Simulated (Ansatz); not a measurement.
# A series in volume scale on Cu

Free energy against uniform scaling of the volume at fixed shape and fractions; periodic cell, basis, potentials, k mesh and filling as listed. The results are calculated, by Ansatz 0.2.0.

The cell before it is scaled or strained (space group P6_3/mmc, No. 194):
```
CELL_PARAMETERS angstrom
2.54250 0.00000 0.00000
-1.27130 2.20190 0.00000
0.00000 0.00000 4.12620
ATOMIC_POSITIONS crystal
Cu 0.33333 0.66667 0.25000
Cu 0.66667 0.33333 0.75000
```

Settings of every row: functional r2SCAN; dispersion D3(BJ)+ATM; potentials norm-conserving; wave cutoff 1450 eV; density cutoff 5800 eV; k mesh 10x10x6; k shift 0x0x0; occupations fermi dirac; smearing width 0.1 eV; spin none.

Limits: coarse k mesh, up to 40 meV an atom off; the cell comes from a prototype or a list of computed structures and needn't be the stable phase.

| row | volume scale | V (Å³/atom) | energy above lowest point (meV/atom) |
| --- | --- | --- | --- |
| 1 | 0.9406 | 10.864 | 10.2 |
| 2 | 0.9703 | 11.207 | 0 |
| 3 | 1 | 11.55 | ? |
| 4 | 1.0297 | 11.893 | 12.5 |
| 5 | 1.0594 | 12.236 | 31.5 |

Question: what energy above lowest point should row 3 give?

Worked fit of energy above lowest point. Take u = (V_r/V)^(2/3) − 1 with V_r = 11.55 Å³ an atom, which is twice the finite (Eulerian) strain; such expansions in the strain, on which the Birch-Murnaghan equation of state is built, carry the rest volume and the bulk modulus. The shown rows have u = 0.04167, 0.0203, -0.01932, -0.03773. Least squares give energy above lowest point = 1.41 − 320.3 × u + 12709 × u² meV/atom; a straight line predicts inner rows, each left out in turn, worse (root mean square 12 against 0.38 meV/atom). The rows lie off it by 0.1, -0.1, 0.2, -0.1. Its lowest point lies at u = 0.0126, or V = 11.34 Å³ an atom, and the curvature there gives the bulk modulus at fixed shape and fractions, B = (4/9)(1 + u)² E″(u)/V = 164 GPa. Letting shape and atoms relax would as a rule lower it, by much in layered, chain or molecular crystals. The withheld row has u = 0, so the fit gives 1.41 − 320.3 × (0) + 12709 × (0)² = 1.4 meV/atom.

The calculation gave 1.4 meV/atom. The fit meets it to the printed digit.
